## Why the gap of cubic SnSe holds, then falls

Two electronic levels that lie a distance $D$ apart and are mixed by a coupling that alone would open a gap $W$ end up separated by

$$E=\sqrt{D^2+W^2}.$$

If $W$ is zero, the gap follows every change in $D$. If $D$ is near zero, the gap is close to $W$ and a small change in $D$ hardly moves it. A crystal can hold both situations at once, at different electron wavevectors, and its smallest gap then depends on which of them wins.

Rocksalt SnSe under hydrostatic strain, calculated with Ansatz 0.2.0 using r2SCAN with spin-orbit coupling, PAW potentials, a 500 eV plane-wave cutoff, an 8×8×8 k mesh and Fermi–Dirac smearing of 0.02 eV. Both gaps are the smallest found over the mesh and selected additional k points.

| volume (Å³/atom) | shortest distance (Å) | band gap (eV) | least direct gap (eV) |
| --- | --- | --- | --- |
| 23.938 | 2.882 | 0.215 | 0.245 |
| 24.694 | 2.912 | 0.237 | 0.249 |
| 25.466 | 2.942 | 0.232 | 0.248 |
| 26.253 | 2.972 | 0.214 | 0.241 |
| 27.057 | 3.002 | 0.202 | 0.206 |
| 27.877 | 3.032 | 0.200 | 0.200 |
| 28.713 | 3.062 | 0.178 | 0.200 |
| 29.566 | 3.092 | 0.134 | 0.175 |
| 30.436 | 3.122 | 0.067 | 0.067 |

The unstrained crystal is the row at 27.057 Å³/atom; the other rows stretch or squeeze it equally in all directions. From the most compressed cell to 27.877 Å³/atom the band gap stays between 0.20 and 0.24 eV. It then drops to 0.067 eV at the largest volume. The least direct gap, between states of the same wavevector, shows a similar shelf and fall.

Three explanations compete. The tempting one is that expansion weakens the bonds, so that the filled and empty bands draw together and one gap shrinks at one rate. The second is that spin-orbit coupling sets the gap; since this coupling belongs mainly to the atoms, the gap should hardly depend on volume. The third is that the bands have exchanged their order at L, the centre of the hexagonal faces of the Brillouin zone, and that expansion undoes the exchange.

The row at 27.057 Å³/atom and the next one put the first idea to a direct test. The same calculations give the gap at L itself, and over this step it falls from 0.55 to 0.42 eV. The least direct gap lies in both rows at one fixed point, a tenth of the way from L to the zone corner W. There it falls by only 0.006 eV, after 0.035 eV in the step before, and in the step that follows it does not fall at all. Two neighbouring wavevectors thus respond very differently to the same stretch, which a single rate of closing does not explain.

The exchanged order does explain it, and the reason is chemical. In the usual order for such rocksalt compounds, the top filled state at L is mainly Se p, pushed upwards by the filled Sn s orbitals, and the lowest empty state is mainly Sn p. Short bonds strengthen the push until the Se-like state lies above the Sn-like one. Expansion weakens the push, the two states move back towards each other, and the gap at L shrinks; in the usual order the same motion would widen it.

The exchange is confined to the surroundings of L, so somewhere on the way out the two bands would have to cross. Coupling between them keeps them apart; on the line from L to W, where the fixed point lies, this is expected to need spin-orbit interaction. Symmetry forbids the mixing at L, so there $W=0$ and the gap is the separation itself. Beside L, $D$ passes through zero and a gap of about $W$ remains, which is why the gap at the fixed point levels off while the gap at L keeps falling. The shelf of the direct gap lasts while the gap at L is larger than this remainder; after that, L takes over. The band gap begins to fall one row earlier, at 28.713 Å³/atom, because the highest filled state is by then at L while the lowest empty one still lies beside it.

This picture rests partly on theory. Rocksalt SnSe is known as a material with exchanged bands at L, and the calculated gaps agree with that. In the usual order the gap would be expected to be smallest at L itself, whereas at 27.057 Å³/atom it is 0.55 eV there and only 0.21 eV beside it. The symmetry labels of the states, which would prove the exchange here, are not available, and no calculation without spin-orbit coupling isolates its share. A further stretch would be a sharp test: beyond the last row the gap at L should close and then open again, with the bands in their usual order.

The largest volume allows a worked estimate. Let the gap at L follow a straight line in the logarithm of the volume $V$, drawn through its values at 27.057 and 28.713 Å³/atom, which has a slope of −4.385 eV. At 30.436 Å³/atom, which took no part in setting the line,

$$E_L\approx 0.552-4.385\,\ln\frac{30.436}{27.057}\approx 0.036\ \text{eV}.$$

The calculated value is 0.067 eV, so the estimate finds the collapse but is too low by nearly half of what remains. The gap at L closes more slowly as the crystal expands, and a straight line misses this.

The other two ideas were given the same chance: a single slope and a constant were each set on the direct gaps of the seven smaller volumes, as the output below shows. The single slope describes those seven rows better than a flat shelf does, and at 29.566 Å³/atom it misses by about as little as the line for L. At the largest volume it is too high by 0.11 eV, and the constant by 0.16 eV. Among the forecasts, then, only the last row separates the single slope from the line for L, and it tests how the gap at L closes, not the exchange itself. The constant already fails at 29.566 Å³/atom, where it is too high by 0.05 eV. Spin-orbit coupling may well hold up the shelf, but a fixed coupling alone does not explain the fall.

Away from L the smallest gap was sought at selected points, so the shelf values are upper bounds, and the slight hump at 24.694 Å³/atom may come from the choice of points. The volume at which the fall begins is also uncertain, because functionals of this kind tend to exaggerate the exchange of bands. A weaker exchange would end the shelf at a smaller volume. The cubic form is itself imposed: the stable crystal of SnSe is orthorhombic, so the table describes the rocksalt phase only.

Output of the analysis:

```
fit of least_direct_gap on 7 rows (vol < 29): constant 0.2171 +/- 0.0048, coefficient of lnv -0.3234 +/- 0.071; rms 0.00966, worst 26.253 -0.0142, leave-one-out rms 0.0134
  rows outside the fit (model, value, miss): 29.566 0.1884, 0.175, 0.0134; 30.436 0.179, 0.067, 0.112
Gaps and forecasts in eV:
     row  mesh gap  direct gap  one slope  L line or ceiling  entropy if at L over output
  23.938    0.7809       0.245     0.2567              0.227                        0.166
  24.694    0.7967       0.249     0.2466              0.227                        0.324
  25.466    0.7496       0.248     0.2366              0.227                       0.4073
  26.253    0.6965       0.241     0.2268              0.227                       0.4719
  27.057    0.5523       0.206     0.2171              0.227                       0.9892
  27.877    0.4175         0.2     0.2074              0.227                       0.9998
  28.713    0.2918         0.2     0.1978              0.227                            1
  29.566     0.175       0.175     0.1884             0.1634                            1
  30.436   0.06702       0.067      0.179            0.03622                            1
Rival B and ceiling of C, constant direct gap (eV): 0.227
Rms miss of one slope on the seven smaller volumes (eV): 0.009662
Rms miss of constant ceiling on the same rows (eV): 0.02186
One slope, forecast less value at 30.436 (eV): 0.112
Constant gap, forecast less value at 29.566 (eV): 0.052
Constant gap, forecast less value at 30.436 (eV): 0.16
L line, forecast less value at 29.566 (eV): -0.0116
L line, forecast less value at 30.436 (eV): -0.03078
Fall of L gap from 27.057 to 27.877 (eV): 0.1348
Fall of gap at the fixed point beside L, same step (eV): 0.006
L gap over least direct gap at 27.057: 2.681
Slope of L gap with ln V used in the forecast (eV): -4.385
Slope of L gap with ln V in the last step (eV): -3.724
Fall of band gap from 27.057 to 28.713 (eV): 0.024
Fall of L gap from 27.057 to 28.713 (eV): 0.2605
Direct gap less band gap at 29.566 (eV): 0.041
```
